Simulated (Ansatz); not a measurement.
# A small benchmark: atomisation enthalpy at 298 K

6 molecules without hydrogen; the atomisation enthalpy at 298 K in kJ/mol, computed less measured. Shapes, held fixed at every level: PBE0-D4/def2-TZVP. Flexible molecules stand in one conformer, not always the lowest. Thermal terms are harmonic and unscaled (PBE0-D4/def2-TZVP); the spin-orbit lowering of the free atoms is taken from their spectra. Programs: Ansatz 0.2.0. Measured values: Active Thermochemical Tables, CRC Handbook of Chemistry and Physics, NIST-JANAF tables.

Levels: A = B3LYP-D4/def2-TZVPP; B = wB97X-V/def2-TZVPP; C = CCSD(T)/def2-SVP; D = CCSD(T)/def2-TZVPP.

| molecule | from tabulated heats | A | B | C | D |
| --- | --- | --- | --- | --- | --- |
| N2 (nitrogen) | 945 | +5 | +8 | -86 | -50 |
| CS2 (carbon disulfide) | 1154 | +5 | -6 | -95 | -50 |
| AsBr3 (SMILES Br[As](Br)Br) | 768 | -6 | -6 | -165 | -66 |
| S2F2 (Difluorodisulfane) | 1049 | -28 | -11 | -266 | -106 |
| B(BCl2)Cl2 | 2115 | -28 | +4 | -110 | -85 |
| C2Br2F4 (SMILES FC(F)(Br)C(F)(F)Br) | 2764 | -26 | +29 | -173 | -86 |

Task: Which level does best on this set, which worst, and which err to one side?

Result: 
| level | kind | mean error | mean absolute error | worst case |
| --- | --- | --- | --- | --- |
| B3LYP-D4/def2-TZVPP | global hybrid | -13.0 | 16.3 | S2F2 |
| wB97X-V/def2-TZVPP | range-separated hybrid | +3.0 | 10.7 | C2Br2F4 |
| CCSD(T)/def2-SVP | coupled cluster or CI | -149.2 | 149.2 | S2F2 |
| CCSD(T)/def2-TZVPP | coupled cluster or CI | -73.8 | 73.8 | S2F2 |

On this set wB97X-V/def2-TZVPP has the smallest mean absolute error and CCSD(T)/def2-SVP the largest. B3LYP-D4/def2-TZVPP is too low in 4 of 6; CCSD(T)/def2-SVP is too low in 6 of 6; CCSD(T)/def2-TZVPP is too low in 6 of 6. The heats of AsBr3 come from older tables and can be uncertain by 10 kJ/mol or more. The molecules' own spin-orbit binding is left out, so errors for heavy halides read too negative. Heats of the atoms come from ATcT where it has them, that of boron, 570 kJ/mol, from recent work. The levels differ in basis as well as in method. With so many references in doubt the order of the levels isn't settled. The tabulated values of S2F2, B(BCl2)Cl2, C2Br2F4 are in doubt (older tables, estimates, or at odds with other calculations) and kept here. Over the 3 molecules whose values aren't doubted the mean absolute errors are A 5.3; B 6.7; C 115.3; D 55.3. Correlated wave functions converge slowly with the basis. Relativity is left out for As, Br. Outer-core shells of As, Br are correlated, in sets that cover them unevenly. The set is small.

The coupled-cluster deficits reflect the basis more than the treatment of correlation. Atomisation breaks electron pairs, so the molecule has more correlation energy to recover than its atoms, and a small basis that describes the short-range cusp poorly underbinds. Enlarging the basis reduces the deficit in all six molecules. This shift doesn't depend on the measured heats, so its maximum at S2F2 is real despite the doubtful reference. It probably reflects the need for polarisation functions on sulfur and for flexibility around the compact, lone-pair-rich fluorines.

The hybrids model correlation through the density and need no such expansion of the cusp, hence their much smaller errors at triple-zeta level. That advantage survives among the undoubted molecules, but wB97X-V's lead over B3LYP doesn't. For C2Br2F4 the two functionals err in opposite directions, so no revision of the heat could reconcile both. The ranking therefore supports the hybrids as practical choices in these basis sets, not as intrinsically more accurate than CCSD(T).
